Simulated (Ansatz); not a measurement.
## Ligand exchange: BH(CH3)2 + GeH2(SH)2 → BH(CH3)(SH) + GeH2(CH3)(SH)

Species: BH(CH3)2, singlet; GeH2(SH)2, singlet; BH(CH3)(SH), singlet; GeH2(CH3)(SH), singlet. The partners trade CH3 for SH: B–CH3 and Ge–SH bonds give way to B–SH and Ge–CH3.

Shapes, held fixed at every level: PBE0-D4/def2-TZVP. Flexible molecules stand in one conformer, not always the lowest. Programs: Ansatz 0.2.0. The zero-point and thermal change to 298 K, harmonic and unscaled (PBE0-D4/def2-TZVP), is +2.6 kJ/mol.

| level | kind | ΔH(298 K) (kJ/mol) | less CCSD(T)/def2-TZVPP |
| --- | --- | --- | --- |
| HF/def2-SVP | Hartree–Fock | -28.4 | +8.9 |
| SPW92/def2-TZVPP | LDA | -35.5 | +1.8 |
| r2SCAN-D4/def2-TZVPP | meta-GGA | -32.0 | +5.3 |
| r2SCAN0-D4/def2-TZVPP | global hybrid | -31.3 | +6.0 |
| wB97M-V/def2-TZVPP | range-separated hybrid | -30.7 | +6.6 |
| CCSD(T)/def2-SVP | coupled cluster or CI | -42.8 | -5.5 |
| CCSD(T)/def2-TZVPP | coupled cluster or CI | -37.3 | 0.0 |

The highest level, CCSD(T)/def2-TZVPP, gives ΔH(298 K) = -37.3 kJ/mol; the levels span -42.8 to -28.4. The column of differences is taken from that level and isn't an error. No measured value is set beside it here. Relativity is left out for Ge. Outer-core shells of Ge are correlated in most correlated rows, in sets that cover them unevenly.

The exchange is exothermic at every level, so the preference of SH for boron and CH3 for germanium doesn't depend on the treatment of correlation. The main reason is probably π donation: a sulfur lone pair can delocalise into the empty p orbital of three-coordinate boron, where methyl offers only weaker hyperconjugation. Tetrahedral germanium has no comparable low-lying acceptor, only σ* orbitals, so it gives up less when it loses a thiolate.

Within def2-SVP, going from Hartree–Fock to CCSD(T) deepens the enthalpy from -28.4 to -42.8 kJ/mol, which suggests that correlation favours the B–S/Ge–C pairing. The larger basis takes back part of this gain. r2SCAN-D4 and its hybrid nearly agree, so exact exchange matters little here. LDA lies closest to the best coupled-cluster value, but this is probably error cancellation rather than a better description of the bonds. The reaction enthalpy alone can't separate B–S π stabilisation from differences in the σ bonds.
